**A hand rule for LDA and PBE errors in first ionisation energies, groups 2 to 4**

The table holds errors relative to NIST of first ionisation energies of eight neutral atoms, from unpolarised spherical Dirac-Coulomb ΔSCF runs with relativistic LDA and PBE, and a Dirac-Fock estimate $j$ of the fine-structure term. The program tests error $= c_0 + c_1x - j$, where $x$ is the change in the square of the number of unpaired electrons, fitted to the six rows that lose an s electron and applied to Lu and Hf. The rounded rules $0.25 + 0.09x - j$ (LDA) and $0.10 + 0.08x - j$ (PBE) leave rms misfits of 0.018 eV on the s rows and 0.064 and 0.034 eV on all rows, the worst being Hf in LDA (0.17 eV). Counting the change in unpaired electrons alone fits much worse, while counting parallel pairs can't be firmly excluded on two rows. LDA second ionisations from the same runs show that the rule holds roughly for Ca⁺, Sr⁺, Ba⁺ and Lu⁺ and fails for Sc⁺, Ti⁺, Zr⁺ and Hf⁺, so the constants have no physical meaning of their own.

First ionisation energies (IE) of neutral atoms from B-spline radial atomic code 1: Dirac-Coulomb relativistic LDA (MacDonald-Vosko exchange, VWN5) and PBE, Fermi nucleus, basis-set limit, spherical unpolarised atoms with open shells averaged over j. Computed IEs are total-energy differences between NIST's ground configurations; table values connect ground levels. Low j is l − 1/2.

## Script

```python
# Table: error (computed less NIST) of first ionisation energies, B-spline radial code, Dirac-Coulomb,
# unpolarised spherical Delta-SCF, relativistic LDA and PBE; j = Dirac-Fock fine-structure estimate.
# Tested: error = c0 + c1*x - j, x = M(ion)^2 - M(atom)^2, M = unpaired electrons of the ground terms.
T = {
    'ion': ['Ca', 'Sr', 'Ba', 'Sc', 'Lu', 'Ti', 'Zr', 'Hf'],
    'Z': [20, 38, 56, 21, 71, 22, 40, 72],
    'configuration': ['[Ar] 4s2', '[Kr] 5s2', '[Xe] 6s2', '[Ar] 3d1 4s2', '[Xe] 4f14 5d1 6s2', '[Ar] 3d2 4s2', '[Kr] 4d2 5s2', '[Xe] 4f14 5d2 6s2'],
    'removed': ['4s', '5s', '6s', '4s', '5d', '4s', '5s', '5d'],
    'tab': [6.1131555, 5.6948675, 5.2116646, 6.56149, 5.425871, 6.82812, 6.634126, 6.82507],  # eV
    'err_relativistic_LDA': [0.34, 0.36, 0.32, 0.49, 0.09, 0.69, 0.7, -0.06],  # eV
    'err_PBE': [0.2, 0.19, 0.15, 0.34, -0.17, 0.52, 0.5, -0.32],  # eV
    'j_filling': [0.0, 0.0, 0.0, 0.0, 0.11, 0.0, -0.01, 0.21],  # eV
}
import numpy as np
from scipy.constants import physical_constants as pc
Ha = pc['Hartree energy in eV'][0]
ion = T['ion']
M = {'Ca': (0, 1), 'Sr': (0, 1), 'Ba': (0, 1), 'Sc': (1, 2), 'Ti': (2, 3), 'Zr': (2, 3), 'Lu': (1, 0), 'Hf': (2, 1)}
m0 = np.array([M[i][0] for i in ion], float); m1 = np.array([M[i][1] for i in ion], float)
x = m1**2 - m0**2
tab = np.array(T['tab'], float); j = np.array(T['j_filling'], float)
E = {'LDA': np.array(T['err_relativistic_LDA'], float), 'PBE': np.array(T['err_PBE'], float)}
s = np.array([r.endswith('s') for r in T['removed']])
k = {n: i for i, n in enumerate(ion)}
rms = lambda r: float(np.sqrt(np.mean(r**2)))
print('Energies in eV; rounding of the table 0.005 per entry; residual = table less rule')
C, P = {}, {}
for f, e in E.items():
    b, a = np.polyfit(x[s], (e + j)[s], 1)
    C[f] = (round(a, 2), round(b, 2)); P[f] = C[f][0] + C[f][1]*x - j
    print(f'{f} fit to six s rows: c0 {a:.3f}, c1 {b:.3f}; hand rule {C[f][0]:.2f} + {C[f][1]:.2f} x - j')
print('row shell  x | LDA rule, residual | PBE rule, residual | LDA less PBE')
for i, n in enumerate(ion):
    print(f"{n} {T['removed'][i]} {x[i]:+.0f} | {P['LDA'][i]:+.2f} {E['LDA'][i]-P['LDA'][i]:+.2f} | "
          f"{P['PBE'][i]:+.2f} {E['PBE'][i]-P['PBE'][i]:+.2f} | {E['LDA'][i]-E['PBE'][i]:.2f}")
for f, e in E.items():
    r = e - P[f]; w = int(np.argmax(abs(r))); r0 = r - j
    print(f'{f} rms: raw error {rms(e):.3f}, rule on s rows {rms(r[s]):.3f}, on all rows {rms(r):.3f}; '
          f'worst {ion[w]} {r[w]:+.2f} ({100*abs(r[w])/tab[w]:.1f} % of IE)')
    print(f"{f} raw error up to {100*max(abs(e)/tab):.1f} % of IE; residual without j: "
          f"Lu {r0[k['Lu']]:+.2f}, Hf {r0[k['Hf']]:+.2f}; error plus j: Lu {(e+j)[k['Lu']]:+.2f}, Hf {(e+j)[k['Hf']]:+.2f}")
D = {'change in M^2': x, 'change in M': m1 - m0, 'change in parallel pairs': (m1*(m1-1) - m0*(m0-1))/2}
print('Two-parameter lines for error plus j, fitted to all eight rows:')
for f, e in E.items():
    for name, d in D.items():
        p = np.polyfit(d, e + j, 1); r = e + j - np.polyval(p, d); w = int(np.argmax(abs(r)))
        print(f'  {f} {name}: offset {p[1]:.3f}, slope {p[0]:.3f}, rms {rms(r):.3f}, worst {ion[w]} {r[w]:+.2f}')
    d = D['change in parallel pairs']; r = e + j - np.polyval(np.polyfit(d[s], (e + j)[s], 1), d)
    print(f"  {f} parallel pairs fitted to s rows only: residual Lu {r[k['Lu']]:+.2f}, Hf {r[k['Hf']]:+.2f}")
for n in ('Ti', 'Lu'):
    i = k[n]
    for f, e in E.items():
        print(f'Worked {n} {f}: computed IE {tab[i]+e[i]:.2f}, rule {P[f][i]:+.2f}, '
              f'corrected {tab[i]+e[i]-P[f][i]:.2f}, NIST {tab[i]:.2f}')
# LDA errors of second ionisations typed from further outputs of the same runs; x from electron counts.
# The final configuration 5d2 of Hf2+ is recalled, not given in the outputs.
S = {'Ca': (0.0669, -1), 'Sr': (0.1345, -1), 'Ba': (0.1466, -1), 'Lu': (0.4021, 1),
     'Sc': (0.1454, -3), 'Ti': (0.2057, -5), 'Zr': (0.0850, -5), 'Hf': (1.2447, 3)}
print('LDA second ionisation, outside the fit, j taken as zero (Hf2+ taken as 5d2):')
for n, (e2, x2) in S.items():
    p = C['LDA'][0] + C['LDA'][1]*x2
    print(f'  {n}+ x {x2:+d}: error {e2:+.2f}, rule {p:+.2f}, residual {e2-p:+.2f}')
same = ('Ca', 'Sr', 'Ba', 'Sc', 'Ti', 'Zr')
print(f"First plus second error, rule gives {2*C['LDA'][0]:.2f}: " + ', '.join(f"{n} {E['LDA'][k[n]]+S[n][0]:.2f}" for n in same))
print('Half difference per unit x: ' + ', '.join(f"{n} {(E['LDA'][k[n]]-S[n][0])/2/x[k[n]]:.3f}" for n in same))
# self-energy and Uehling totals (hartree; ion less atom) and Zr PBE values, typed from the same runs
qLu = (11.85291 - 11.8525 - 2.12331 + 2.123244)*Ha
qHf = (12.49933 - 12.49889 - 2.273416 + 2.273343)*Ha
print(f'Self-energy plus Uehling shift of LDA IE: Lu {qLu:+.3f}, Hf {qHf:+.3f}')
print(f"Breit, QED, recoil shift of PBE IE of Zr: {0.49647 - (7.137492 - tab[k['Zr']]):+.3f}")
assert all(E['PBE'] < E['LDA'])
assert all(e[s].min() > e[~s].max() and e[s].min() > 0 for e in E.values())
assert all(C[f][1] > 0 and max(abs((E[f] - P[f])[s])) < 0.05 for f in E)
assert S['Ti'][0] > 0 > C['LDA'][0] + C['LDA'][1]*S['Ti'][1]
```

It prints:

```
Energies in eV; rounding of the table 0.005 per entry; residual = table less rule
LDA fit to six s rows: c0 0.249, c1 0.087; hand rule 0.25 + 0.09 x - j
PBE fit to six s rows: c0 0.098, c1 0.081; hand rule 0.10 + 0.08 x - j
row shell  x | LDA rule, residual | PBE rule, residual | LDA less PBE
Ca 4s +1 | +0.34 +0.00 | +0.18 +0.02 | 0.14
Sr 5s +1 | +0.34 +0.02 | +0.18 +0.01 | 0.17
Ba 6s +1 | +0.34 -0.02 | +0.18 -0.03 | 0.17
Sc 4s +3 | +0.52 -0.03 | +0.34 +0.00 | 0.15
Lu 5d -1 | +0.05 +0.04 | -0.09 -0.08 | 0.26
Ti 4s +5 | +0.70 -0.01 | +0.50 +0.02 | 0.17
Zr 5s +5 | +0.71 -0.01 | +0.51 -0.01 | 0.20
Hf 5d -3 | -0.23 +0.17 | -0.35 +0.03 | 0.26
LDA rms: raw error 0.442, rule on s rows 0.018, on all rows 0.064; worst Hf +0.17 (2.5 % of IE)
LDA raw error up to 10.6 % of IE; residual without j: Lu -0.07, Hf -0.04; error plus j: Lu +0.20, Hf +0.15
PBE rms: raw error 0.329, rule on s rows 0.018, on all rows 0.034; worst Lu -0.08 (1.5 % of IE)
PBE raw error up to 7.6 % of IE; residual without j: Lu -0.19, Hf -0.18; error plus j: Lu -0.06, Hf -0.11
Two-parameter lines for error plus j, fitted to all eight rows:
  LDA change in M^2: offset 0.297, slope 0.072, rms 0.038, worst Hf +0.07
  LDA change in M: offset 0.328, slope 0.153, rms 0.137, worst Ti +0.21
  LDA change in parallel pairs: offset 0.312, slope 0.185, rms 0.045, worst Lu -0.11
  LDA parallel pairs fitted to s rows only: residual Lu -0.14, Hf -0.01
  PBE change in M^2: offset 0.092, slope 0.082, rms 0.033, worst Lu -0.07
  PBE change in M: offset 0.115, slope 0.200, rms 0.128, worst Ti +0.21
  PBE change in parallel pairs: offset 0.114, slope 0.201, rms 0.076, worst Lu -0.17
  PBE parallel pairs fitted to s rows only: residual Lu -0.24, Hf -0.13
Worked Ti LDA: computed IE 7.52, rule +0.70, corrected 6.82, NIST 6.83
Worked Ti PBE: computed IE 7.35, rule +0.50, corrected 6.85, NIST 6.83
Worked Lu LDA: computed IE 5.52, rule +0.05, corrected 5.47, NIST 5.43
Worked Lu PBE: computed IE 5.26, rule -0.09, corrected 5.35, NIST 5.43
LDA second ionisation, outside the fit, j taken as zero (Hf2+ taken as 5d2):
  Ca+ x -1: error +0.07, rule +0.16, residual -0.09
  Sr+ x -1: error +0.13, rule +0.16, residual -0.03
  Ba+ x -1: error +0.15, rule +0.16, residual -0.01
  Lu+ x +1: error +0.40, rule +0.34, residual +0.06
  Sc+ x -3: error +0.15, rule -0.02, residual +0.17
  Ti+ x -5: error +0.21, rule -0.20, residual +0.41
  Zr+ x -5: error +0.09, rule -0.20, residual +0.28
  Hf+ x +3: error +1.24, rule +0.52, residual +0.72
First plus second error, rule gives 0.50: Ca 0.41, Sr 0.49, Ba 0.47, Sc 0.64, Ti 0.90, Zr 0.78
Half difference per unit x: Ca 0.137, Sr 0.113, Ba 0.087, Sc 0.057, Ti 0.048, Zr 0.061
Self-energy plus Uehling shift of LDA IE: Lu +0.009, Hf +0.010
Breit, QED, recoil shift of PBE IE of Zr: -0.007
```
